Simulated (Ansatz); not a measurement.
**Abstraction of H: C3H6 + SnH3 → C3H5 + SnH4**

Species: C3H6 `C1CC1`, singlet; SnH3 `[SnH3]`, doublet; C3H5 (cyclopropyl) `[CH]1CC1`, doublet; SnH4 `[SnH4]`, singlet. A radical takes H: the energy is the difference in strength between the C–H bond broken and the Sn–H bond made.

Shapes, held fixed at every level: PBE0-D4/def2-TZVP. Programs: Ansatz 0.2.0. The zero-point and thermal change to 298 K, harmonic and unscaled (PBE0-D4/def2-TZVP), is -15.5 kJ/mol.

(1) Estimate ΔH(298 K) of this reaction.

Results:

(1) The highest level, CCSD(T)/def2-TZVPP, gives ΔH(298 K) = +132.3 kJ/mol; the levels span +112.5 to +137.0. The column of differences is taken from that level and isn't an error. No measured value is set beside it here. Open shells run unrestricted. For atoms past krypton def2 sets carry core potentials with scalar relativity. Outer-core shells of Sn are correlated in most correlated rows, in sets that cover them unevenly. Times are processor times on shared x86 and Arm servers, and rough.

| level | kind | ΔH(298 K) (kJ/mol) | less CCSD(T)/def2-TZVPP | CPU time (sum over the molecules) |
| --- | --- | --- | --- | --- |
| HF/def2-TZVPP | Hartree–Fock | +112.5 | -19.8 | – |
| r2SCAN-D4/def2-TZVPP | meta-GGA | +122.4 | -9.9 | 24 s |
| BHLYP-D4/def2-TZVPP | global hybrid | +127.2 | -5.1 | 12 s |
| wB97X-V/def2-TZVPP | range-separated hybrid | +127.3 | -5.0 | 37 s |
| B2PLYP/def2-TZVPP | double hybrid | +132.7 | +0.4 | 21 s |
| CCSD(T)/def2-SVP | coupled cluster or CI | +137.0 | +4.7 | 11 s |
| CCSD(T)/def2-TZVPP | coupled cluster or CI | +132.3 | 0.0 | 2.5 min |

Hydrogen abstraction from cyclopropane by the stannyl radical is strongly endothermic at every level, because a strong C–H bond is exchanged for a much weaker Sn–H bond. Ring strain puts extra s character into the exocyclic C–H bonds of cyclopropane, and the small ring angle keeps the cyclopropyl radical from relaxing towards a planar, p-type centre. On the other side, the diffuse valence orbitals of tin overlap poorly with hydrogen 1s. The reverse reaction is therefore strongly exothermic, in keeping with the role of tin hydrides as hydrogen donors to carbon radicals.

Hartree–Fock gives the smallest endothermicity, +112.5 kJ/mol, which suggests that correlation strengthens the compact C–H bond more than the Sn–H bond. The close match of B2PLYP to the larger-basis coupled-cluster value may owe something to cancellation, since coupled cluster itself shifts from +137.0 to +132.3 kJ/mol between the two basis sets. The reaction enthalpy sets a approximate lower limit to the forward activation enthalpy, but doesn't give the barrier to the reverse hydrogen transfer.
